# Cyclotron mass of Dirac carriers in monolayer graphene: solution key

## Problem

Near the valley K a carrier of monolayer graphene has two amplitudes, one on sublattice A and one on sublattice B, and the Hamiltonian

$$H=\hbar v\,(k_x\sigma_x+k_y\sigma_y)+\Delta\sigma_z ,\qquad \Delta\ge 0. \tag{1}$$

The wave vector $\mathbf k$ is counted from K, the energy from the Dirac point (mid-gap), and the gap is $2\Delta$. The electron charge is $-e$ with $e>0$, the field is $\mathbf B=B\hat z$ with $B>0$, and $n$ is the electron density counted from charge neutrality, with two spins and two valleys. In the valley K′ the sign of $k_x$ in (1) is reversed.

(a) Derive the general expression for the cyclotron mass. (b) Evaluate it for (1). (c) Solve (1) exactly in the field. (d) Compare (c) with (b). (e) Give numbers for $n=10^{10}\ \mathrm{cm^{-2}}=10^{14}\ \mathrm{m^{-2}}$. (f) Estimate the one-electron terms left out. (g) Discuss the Coulomb interaction in a suspended sheet.

## (a) General statement

To lowest order in $B$ a wave packet obeys $\hbar\dot{\mathbf k}=-e\,\mathbf v_g\times\mathbf B$ with $\mathbf v_g=\nabla_{\mathbf k}E/\hbar$. Since $\dot{\mathbf k}$ is perpendicular to $\nabla_{\mathbf k}E$, the packet moves along a contour of constant energy, at the rate $|\dot{\mathbf k}|=eB|\nabla_{\mathbf k}E|/\hbar^2$. The period of a closed contour is

$$\tau=\frac{\hbar^2}{eB}\oint\frac{dk_\parallel}{|\nabla_{\mathbf k}E|}=\frac{\hbar^2}{eB}\left|\frac{dS}{dE}\right| .$$

The second step holds because neighbouring contours are separated by $dk_\perp=dE/|\nabla_{\mathbf k}E|$, so that the strip between them has the area $\oint dk_\parallel\,dk_\perp$. Here $S(E)$ is the $k$-space area enclosed by one contour, for one valley and one spin. Defining $m_c$ by $2\pi/\tau=eB/|m_c|$ gives

$$m_c=\frac{\hbar^2}{2\pi}\frac{dS}{dE}. \tag{2}$$

The sign of $m_c$ fixes the sense of rotation. For a circular contour $S=\pi k^2$, and (2) becomes

$$m_c=\frac{\hbar^2k}{dE/dk}=\frac{\hbar k}{v_g}, \tag{3}$$

with $v_g$ the radial group velocity. Equation (3) needs isotropy and nothing else.

## (b) The two-level problem without field

The Pauli matrices anticommute, so $H^2=(\Delta^2+\hbar^2v^2k^2)\,\mathbb 1$ and $E=\pm\sqrt{\Delta^2+\hbar^2v^2k^2}$. The contours are circles with

$$S(E)=\frac{\pi\,(E^2-\Delta^2)}{\hbar^2v^2},\qquad m_c(E)=\frac{\hbar^2}{2\pi}\,\frac{2\pi E}{\hbar^2v^2}=\frac{E}{v^2}. \tag{4}$$

Direct integration confirms factor and sign. With $\mathbf v_g=\hbar v^2\mathbf k/E$ the equations of motion read $\dot k_x=-\omega_ck_y$ and $\dot k_y=+\omega_ck_x$, where $\omega_c=eBv^2/E$. The rotation is counter-clockwise seen from $+z$ in the conduction band and clockwise in the valence band, where $m_c<0$.

At $T=0$ four pockets hold the carriers: $|n|=4S/(2\pi)^2=k_F^2/\pi$, so $k_F=\sqrt{\pi|n|}$ and $S=\pi^2|n|$. At the Fermi energy

$$|m_c|=\frac{|E_F|}{v^2}=\frac{\sqrt{\Delta^2+\hbar^2v^2\pi|n|}}{v^2},\qquad |m_c|=\frac{\hbar\sqrt{\pi|n|}}{v}\quad(\Delta=0). \tag{5}$$

Three remarks earn credit. For $\Delta=0$ the radial curvature $d^2E/dk^2$ vanishes, so a mass taken from it would be infinite; the cyclotron mass rests on the slope and goes to zero as $\sqrt{|n|}$. For $\Delta>0$ and $n\to0$ it tends to the band-edge mass $\Delta/v^2$, where slope and curvature definitions coincide. The total density of states $D=d|n|/d|E|=2|E|/(\pi\hbar^2v^2)$ carries the same information, $|m_c|=\pi\hbar^2D/2$.

## (c) Exact solution in the field

Replace $\hbar\mathbf k$ by $\boldsymbol\pi=\mathbf p+e\mathbf A$, with $[\pi_x,\pi_y]=-i\hbar eB$. Then $[\pi_x-i\pi_y,\ \pi_x+i\pi_y]=2i[\pi_x,\pi_y]=2\hbar eB$, and $\hat a=(\pi_x-i\pi_y)/\sqrt{2\hbar eB}$ obeys $[\hat a,\hat a^\dagger]=1$. The Hamiltonian is

$$H=\begin{pmatrix}\Delta&\varepsilon\hat a\\ \varepsilon\hat a^\dagger&-\Delta\end{pmatrix},\qquad \varepsilon^2=2\hbar eBv^2 .$$

With oscillator states $|N\rangle$, the pair consisting of $|N-1\rangle$ on A and $|N\rangle$ on B is closed under $H$, because $\hat a|N\rangle=\sqrt N|N-1\rangle$ and $\hat a^\dagger|N-1\rangle=\sqrt N|N\rangle$. For each $N\ge1$ two basis functions therefore suffice:

$$H_N=\begin{pmatrix}\Delta&\varepsilon\sqrt N\\ \varepsilon\sqrt N&-\Delta\end{pmatrix},\qquad E=\pm E_N,\qquad E_N=\sqrt{\Delta^2+N\varepsilon^2}. \tag{6}$$

The state $|0\rangle$ on B has no partner and lies at $-\Delta$. In K′ the roles of $\hat a$ and $\hat a^\dagger$ are exchanged: the levels with $N\ge1$ are the same, and the unpaired state lies on A at $+\Delta$.

The velocity operator is $v\boldsymbol\sigma$. The component $\sigma_+=(\sigma_x+i\sigma_y)/2$ moves the amplitude $|N\rangle$ from B to A, where it belongs to the block $N+1$. A uniform in-plane electric field thus couples only neighbouring blocks, and two adjacent blocks form the smallest model that contains a cyclotron frequency, namely $(E_{N+1}-E_N)/\hbar$.

Each Landau level holds $eB/h$ states per area, spin and valley. With the filling $\nu=nh/(eB)$, neutrality leaves two of the four $N=0$ levels empty, so $\nu=4N-2$ fills everything below level $N$ and $\nu=4N$ fills level $N$ by half. At that field

$$B_N=\frac{nh}{4Ne},\qquad N\varepsilon^2=\hbar^2v^2\pi n,\qquad E_N=E_F , \tag{7}$$

so the half-filled level lies exactly at the zero-field Fermi energy of (5), with or without gap.

## (d) Comparison with the general statement

From (6), $E_{N+1}^2-E_N^2=\varepsilon^2$ for every $N$ and $\Delta$. Factorising the left side gives

$$E_{N+1}-E_N=\frac{\hbar eB}{\bar m},\qquad \bar m=\frac{E_N+E_{N+1}}{2v^2}=m_c\!\left(\frac{E_N+E_{N+1}}{2}\right). \tag{8}$$

This is exact: the level spacing equals $\hbar eB/m_c$, with the mass (4) taken at the mean energy of the two levels. The reason is visible in the level index as a function of energy,

$$N(E)=\frac{E^2-\Delta^2}{\varepsilon^2}=\frac{\hbar S(E)}{2\pi eB},\qquad \frac{dN}{dE}=\frac{m_c}{\hbar eB},$$

which is Onsager's area quantisation with zero offset. $N(E)$ is a quadratic function, and for a quadratic function the slope of a chord equals the derivative at the midpoint.

If the mass is fixed at $E_F=E_N$ instead, so that $\hbar\omega_c=\varepsilon^2/2E_N$, the spacings above and below the level differ from it. With $y=\varepsilon^2/E_N^2$,

$$\frac{E_{N+1}-E_N}{\hbar\omega_c}=1-\frac y4+\frac{y^2}{8}-\dots,\qquad \frac{E_N-E_{N-1}}{\hbar\omega_c}=1+\frac y4+\frac{y^2}{8}+\dots$$

For $\Delta=0$, $y=1/N$, and the ratios are $2N(\sqrt{1+1/N}-1)$ and $2N(1-\sqrt{1-1/N})$, independent of $v$. At $n=10^{14}\ \mathrm{m^{-2}}$:

| $N$ | $B_N$ (mT) | upper spacing $/\hbar\omega_c$ | lower spacing $/\hbar\omega_c$ | mean |
|---|---|---|---|---|
| 1 | 103.4 | 0.828 | 2.000 | 1.414 |
| 2 | 51.7 | 0.899 | 1.172 | 1.035 |
| 10 | 10.34 | 0.976 | 1.026 | 1.001 |

A single mass at $E_F$ describes each spacing to a relative accuracy $1/4N$ and their mean to $1/8N^2$. At this low density a field of about 0.1 T already brings the Fermi level down to $N=1$, where only the form (8) remains meaningful.

## (e) Numbers

The density alone fixes $k_F=1.772\times10^{7}\ \mathrm{m^{-1}}$ and $\hbar k_F=1.869\times10^{-27}\ \mathrm{kg\,m\,s^{-1}}$. Three sets of assumed inputs are used.

- **A**: $\Delta=0$, $v=1.0\times10^6$ m/s, a typical value for graphene near $10^{12}\ \mathrm{cm^{-2}}$.
- **B**: $\Delta=0$, $v=2.5\times10^6$ m/s, assumed, and chosen so as to reproduce the typical behaviour of suspended graphene near $10^{10}\ \mathrm{cm^{-2}}$.
- **C**: a graphene channel aligned on hexagonal boron nitride, with assumed $\Delta=15$ meV and $v=1.3\times10^6$ m/s, chosen as typical of such a stack at low density. A free-standing sheet has equivalent sublattices and no gap of this kind.

The field is $B_{10}$. All entries are computed from unrounded intermediate values. They are numbers of the model; the third figure serves to compare rows and exceeds what is known of the inputs.

| | A | B | C |
|---|---|---|---|
| $E_F$ (meV) | 11.7 | 29.2 | 21.3 |
| $m_c$ ($10^{-33}$ kg) | 1.87 | 0.748 | 2.02 |
| $m_c/m_e$ ($10^{-3}$) | 2.05 | 0.821 | 2.22 |
| $\hbar\omega_c$ (meV) | 0.583 | 1.46 | 0.539 |
| $E_{11}-E_{10}$ (meV) | 0.569 | 1.42 | 0.533 |
| $E_{10}-E_{9}$ (meV) | 0.599 | 1.50 | 0.546 |
| $\omega_c/2\pi$ (GHz) | 141 | 353 | 130 |
| $T_{1/2}$ (K) | 0.75 | 1.87 | 0.69 |

In C the kinetic term is $\hbar vk_F=15.2$ meV, comparable to $\Delta$. The mass exceeds the gapless value $1.58\times10^{-3}\,m_e$ at the same velocity by the factor $E_F/\hbar vk_F=1.41$, and the band-edge mass is $\Delta/v^2=1.56\times10^{-3}\,m_e$.

The orbit radius $R_c=\hbar k_F/eB=2N/k_F=1.13\ \mu$m does not depend on $v$ or $\Delta$. The sample must be wider than $2R_c$, and the mean free path long enough for an orbit to close, if the levels near $N=10$ are to form.

The last row links $m_c$ to quantum oscillations. The density of states oscillates as $\cos[2\pi N(E)]$ in its first harmonic. Linearising $N(E)$ about the chemical potential $\mu$, which neglects terms of relative order $k_BT/E_F$, and averaging with $-\partial f/\partial E$ by means of

$$\int_{-\infty}^{\infty}\frac{\cos sx}{4\cosh^2(x/2)}\,dx=\frac{\pi s}{\sinh\pi s},\qquad s=\frac{2\pi k_BT}{\hbar\omega_c},$$

gives the Lifshitz–Kosevich factor $X/\sinh X$ with $X=2\pi^2k_BT\,m_c/(\hbar eB)$. It falls to one half at $X=2.177$, which defines $T_{1/2}$. The oscillation period in $1/B$ yields $S$ and hence $k_F$; the thermal damping yields $m_c$; their ratio yields $v_g$ through (3).

## (f) One-electron terms left out

The estimates refer to A unless C is named.

**Lattice.** For nearest-neighbour hopping $t$ and bond length $a$, $|E|=t|f|$ with $f=\sum_{j=0}^{2}e^{2\pi ij/3}\,e^{ix\cos(\theta-2\pi j/3)}$, $x=ka$, and $\theta$ the angle between $\mathbf k$ and a bond. Expansion gives

$$|f|^2=\tfrac94x^2\left[1+\tfrac x2\sin3\theta-\tfrac{3}{16}x^2+\dots\right],\qquad \hbar v=\tfrac32ta .$$

With $\eta=2|E|/3t$ this reads $\eta=x+bx^2+gx^3$, where $b=\tfrac14\sin3\theta$ and $g=-(3+\sin^23\theta)/32$. Inversion gives $x^2=\eta^2[1-2b\eta+(5b^2-2g)\eta^2]$. The angular mean of $b$ is zero and that of $5b^2-2g$ is $3/8$, so $S=\pi\eta^2(1+3\eta^2/8)/a^2$. Equation (2) then yields $m_c=(E/v^2)(1+E^2/3t^2)$, or at fixed density $m_c=(\hbar\sqrt{\pi n}/v)(1+\tfrac9{16}\pi na^2)$. With the typical $a=0.142$ nm, $k_Fa=2.52\times10^{-3}$ and the correction is $3.6\times10^{-6}$. Second-neighbour hopping adds $-t'(|f|^2-3)$ and changes $|v_g|$ by the fraction $3|t'/t|\,k_Fa$, with opposite sign for electrons and holes. For a typical $|t'/t|\approx0.1$ this is $7.6\times10^{-4}$.

**Temperature.** For $k_BT\ll\mu$ the Sommerfeld expansion gives $\pi\hbar^2v^2n=\mu^2+\pi^2k_B^2T^2/3$, so $\mu$ and $m_c(\mu)$ drop by the fraction $(\pi^2/6)(T/T_F)^2$. With $T_F=E_F/k_B=135$ K this is $3.6\times10^{-4}$ at 2 K. At room temperature $T>T_F$, and (5) does not apply.

**Spin.** With an assumed $g$ factor of 2 the Zeeman splitting is $\hbar eB/m_e$, and its ratio to $\hbar\omega_c$ is $m_c/m_e$, the third row of the table.

**Berry curvature.** For $\Delta>0$ the bands carry $|\Omega|=\hbar^2v^2\Delta/2|E|^3$. It corrects the equations of part (a) at relative order $eB|\Omega|/\hbar=\varepsilon^2\Delta/4|E|^3$, which is 0.009 in C, and the orbital magnetic moment enters at the same order. Part (c) contains both, so (8) is unaffected.

**Inhomogeneity.** For $\Delta=0$ a local density variation gives $\delta m_c/m_c=\delta n/2n$; the result presumes $\delta n\ll n$.

The lattice, thermal, spin and Berry terms are thus below one per cent under the stated conditions.

## (g) Coulomb interaction

In vacuum the two-dimensional Fourier transform of the Coulomb potential is $V(q)=e^2/2\epsilon_0q$, and the coupling $e^2/(4\pi\epsilon_0\hbar v)=\alpha c/v$, with $\alpha$ the fine-structure constant, is 2.19 in A and 0.88 in B. This term is not small. To first order, exchange with the filled valence band, whose projector is $(1-\boldsymbol\sigma\cdot\hat{\mathbf q})/2$, adds a constant and

$$\Sigma(\mathbf k)=\frac12\int\frac{d^2q}{(2\pi)^2}\,V(|\mathbf k-\mathbf q|)\,\boldsymbol\sigma\cdot\hat{\mathbf q}.$$

For $q\gg k$, $1/|\mathbf k-\mathbf q|\approx1/q+k\cos\phi/q^2$, with $\phi$ the angle between $\mathbf q$ and $\mathbf k$. The first term averages out, and in the second $\int_0^{2\pi}\cos^2\phi\,d\phi=\pi$. The remaining integral $\int dq/q$ runs from about $k$ to a cutoff $\Lambda$ of order $1/a$:

$$\Sigma\simeq\hbar k\,u\ln(\Lambda/k)\;\boldsymbol\sigma\cdot\hat{\mathbf k},\qquad u=\frac{e^2}{16\pi\epsilon_0\hbar}=\frac{\alpha c}{4}=0.547\times10^6\ \mathrm{m/s}.$$

Lowering $n$ by a factor of 100 lowers $k_F$ by 10 and raises the velocity by $u\ln10=1.26\times10^6$ m/s, as much as the velocity of A itself. Screening reduces $u$, and the added carriers alter the non-logarithmic part, so this first-order value indicates the size of the effect and no more.

The dispersion is now $E=\hbar kv_p(k)$ with $dv_p/d\ln k=-u$, so phase and group velocity differ: $v_g=v_p-u$. The contour is still a circle and (3) holds, but the two gapless forms in (5) separate:

$$m_c=\frac{\hbar\sqrt{\pi n}}{v_g}=\frac{E_F}{v_pv_g}.$$

Taking $v_g=2.5\times10^6$ m/s as in B and the unscreened $u$ gives $v_p=3.05\times10^6$ m/s, $v_p/v_g=1.22$ and $E_F=35.5$ meV in place of the value in column B. The mass stays $0.82\times10^{-3}\,m_e$, whereas $E_F/v_g^2=1.00\times10^{-3}\,m_e$ is too large and $E_F/v_p^2=0.67\times10^{-3}\,m_e$ too small, each by about one fifth. The form $E_F/v^2$ belongs to the Hamiltonian (1) with constant $v$; the form $\hbar k_F/v_g$ survives any isotropic reshaping of the band. Kohn's theorem, which for a parabolic kinetic energy fixes the cyclotron resonance at the bare band mass whatever the interaction, does not apply to (1). The optical resonance is therefore itself shifted by the interaction and is no longer tied to the bare velocity. With or without the theorem, the resonance and the thermal damping are different observables, and the masses drawn from them need not agree.

## Result

For the two-component model (1), $|m_c|=\sqrt{\Delta^2+\hbar^2v^2\pi|n|}/v^2$, and the exact spacing of adjacent Landau levels equals $\hbar eB/m_c$ at their mean energy. At $n=10^{10}\ \mathrm{cm^{-2}}$ and $\Delta=0$ the model gives about $2.1\times10^{-3}\,m_e$ for $v=1.0\times10^6$ m/s. Group velocities of roughly 2 to $3\times10^6$ m/s are typical of suspended graphene at this density, so that figure is too high by a factor of about 2 to 3. With the velocity of set B, chosen inside that range, the model's mass is about $0.8\times10^{-3}\,m_e$, or $7.5\times10^{-34}$ kg; it follows from the chosen input and is no independent prediction.